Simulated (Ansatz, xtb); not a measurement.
# Two isomers of C2H7FSSi2

We compare I, `C[Si@@H]1S[SiH2][C@@H]1F`, a singlet, with II, `F[SiH2][Si@@H]1CCS1`, a singlet. Both are isolated molecules in the gas phase, relaxed with B3LYP/def2-SVP; the shapes shown needn't be the lowest conformers.

I (Å):

```yaml
atoms:
  - { symbol: C, position_ang: [1.6496, 0.5677, -1.8186] }
  - { symbol: C, position_ang: [0.3151, -1.0287, 0.5413] }
  - { symbol: F, position_ang: [1.1700, -2.0610, 0.1646] }
  - { symbol: S, position_ang: [0.1703, 1.8812, 0.9789] }
  - { symbol: Si, position_ang: [0.1665, 0.4488, -0.6778] }
  - { symbol: Si, position_ang: [0.8687, 0.0887, 1.9997] }
  - { symbol: H, position_ang: [1.6178, -0.2480, -2.5603] }
  - { symbol: H, position_ang: [1.6533, 1.5268, -2.3607] }
  - { symbol: H, position_ang: [2.5904, 0.4834, -1.2534] }
  - { symbol: H, position_ang: [-1.1043, 0.5336, -1.4555] }
  - { symbol: H, position_ang: [0.1954, -0.1233, 3.3133] }
  - { symbol: H, position_ang: [2.3450, 0.0521, 2.1965] }
  - { symbol: H, position_ang: [-0.6855, -1.4501, 0.7574] }
```

II (Å):

```yaml
atoms:
  - { symbol: C, position_ang: [2.1078, 0.3128, 0.6772] }
  - { symbol: C, position_ang: [1.2403, 1.4252, 1.3229] }
  - { symbol: F, position_ang: [0.0634, -2.8517, -1.6577] }
  - { symbol: S, position_ang: [0.1642, 2.0239, -0.1010] }
  - { symbol: Si, position_ang: [-0.5546, -1.4411, -1.0964] }
  - { symbol: Si, position_ang: [1.0888, 0.2340, -0.9308] }
  - { symbol: H, position_ang: [-1.1369, -1.7035, 0.2512] }
  - { symbol: H, position_ang: [-1.6374, -1.0156, -2.0295] }
  - { symbol: H, position_ang: [1.8431, 0.4009, -2.2103] }
  - { symbol: H, position_ang: [2.1855, -0.6010, 1.2857] }
  - { symbol: H, position_ang: [3.1296, 0.6679, 0.4703] }
  - { symbol: H, position_ang: [0.5893, 1.0413, 2.1214] }
  - { symbol: H, position_ang: [1.8195, 2.2690, 1.7254] }
```

Quicker runs give these differences E(II) − E(I): GFN2-xTB −29.5 kcal/mol; HF/STO-3G +10.9 kcal/mol (at GFN2-xTB geometries); r2SCAN-D4/def2-SVP −5.5 kcal/mol (at GFN2-xTB geometries).

Question: Estimate which is lower in electronic energy at CCSD(T)/def2-SVP + ΔMP2/def2-TZVPP, and by roughly how much.

Answer: The CCSD(T)/def2-SVP + ΔMP2/def2-TZVPP calculation puts structure II lower, by 12.8 kcal/mol.

The same difference at several levels:

```csv
level,geometry,E(II) − E(I) (kcal/mol),departure from the last row (kcal/mol),"job, with rough time for the two"
GFN2-xTB,GFN2-xTB,−29.5,−16.7,"optimisation, 0.48 s"
HF/STO-3G,GFN2-xTB,+10.9,+23.7,"single point, 0.28 s"
r2SCAN-D4/def2-SVP,GFN2-xTB,−5.5,+7.3,"single point, 2.9 s"
B3LYP/def2-SVP,B3LYP/def2-SVP,−10.3,+2.5,"optimisation, 68 s"
HF/def2-SVP,B3LYP/def2-SVP,−10.2,+2.6,part of the CCSD(T) run
MP2/def2-SVP,B3LYP/def2-SVP,−12.2,+0.6,part of the CCSD(T) run
CCSD(T)/def2-SVP,B3LYP/def2-SVP,−12.0,+0.8,single point
CCSD(T)/def2-SVP + ΔMP2/def2-TZVPP,B3LYP/def2-SVP,−12.8,,"single point, 29 s"
```

As drawn, II has 1 F–Si, 1 Si–Si, 1 C–C, 1 C–S in place of 2 C–Si, 1 S–Si, 1 C–F.

HF/STO-3G puts the two in the other order. The largest departure from CCSD(T)/def2-SVP + ΔMP2/def2-TZVPP is that of HF/STO-3G, 23.7 kcal/mol. The last row adds to CCSD(T) the change of the MP2 difference between the two basis sets, here −0.8 kcal/mol.

With thermal terms from frequencies at re-optimised GFN2-xTB minima (ideal gas, soft modes damped towards free rotors, one conformer each, 298.15 K, 1 atm): the zero-point term adds +1.0 kcal/mol; ΔH is −12.1 and ΔG −12.0 kcal/mol.

The correlated steps freeze 18 core orbitals. Codes used: Ansatz 0.2.0, xtb 6.7.1; the last row on 4 threads of Arm Neoverse V2 on a shared host.

Isomer II is favoured mainly because fluorine sits on silicon rather than carbon. The Si–F bond is among the strongest single bonds silicon forms, its strength coming from the large electronegativity difference and the strongly ionic character that results. The preference is only 12.8 kcal/mol, probably because the other exchanges work against it: II gives up a strong, polar Si–S bond for a C–S bond, and two C–Si bonds for one C–C and a rather weak Si–Si bond. Both isomers contain a four-membered ring, so ring strain should cancel in part, though not fully, since the rings differ in silicon content.

Hartree–Fock in the larger def2-SVP basis already gives −10.2 kcal/mol, so the ordering doesn't depend on electron correlation. The reversed sign with STO-3G points instead to the minimal basis, which has too little flexibility to describe polar bonds at silicon. Thermal terms barely alter the preference. It is a thermodynamic one, and says nothing about how readily I would rearrange to II.
